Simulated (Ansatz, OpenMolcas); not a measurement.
How basis sets differ on C2H7Al (SMILES [CH3][AlH][CH3])

C2H7Al has 10 atoms, charge 0, and is taken as a singlet. As SMILES, `[CH3][AlH][CH3]`. The coordinates come from a PBE0-D4/def2-TZVP relaxation.

Quantity: the HOMO–LUMO gap, in eV. The values are calculated.

| level | kind | program | value (eV) | CPU time |
| --- | --- | --- | --- | --- |
| HF/STO-3G | Hartree–Fock | OpenMolcas | 17.71 | 3.5 s |
| HF/3-21G | Hartree–Fock | OpenMolcas | 12.62 | 3.9 s |
| HF/def2-SVP | Hartree–Fock | Ansatz | 12.85 | 5.7 s |
| HF/6-311G** (Cartesian d past Ne) | Hartree–Fock | Ansatz | 12.34 | 2.3 s |
| HF/def2-SVPD | Hartree–Fock | OpenMolcas | 12.44 | 31 s |

The values span 12.34 to 17.71 eV. A Hartree–Fock LUMO above zero doesn't converge with the basis: it sinks as sets grow more diffuse. Orbital gaps aren't excitation energies. Times are those of the runs behind each value, whatever else they computed, on shared processors of several kinds: orders of magnitude only.

The main break lies between the minimal basis and all the others: STO-3G gives 17.71 eV, while the remaining four sets lie between 12.34 and 12.85 eV. Three-coordinate aluminium has a formally empty 3p orbital perpendicular to its bonding plane, which probably dominates the LUMO. A minimal basis gives this orbital a single fixed radial shape, whereas split-valence sets let it expand and drop in energy.

Basis size alone doesn't order the rest, since 3-21G gives a smaller gap than def2-SVP. The cleanest comparison is def2-SVP with def2-SVPD, where added diffuse functions lower the gap only from 12.85 to 12.44 eV. This suggests an acceptor level that is still largely valence-like, as does the still lower value from 6-311G**, which has no diffuse functions but a more finely split valence shell. The same vacant orbital makes the monomer Lewis acidic and drives its association through hydride bridges, so these gaps don't carry over to the associated compound.
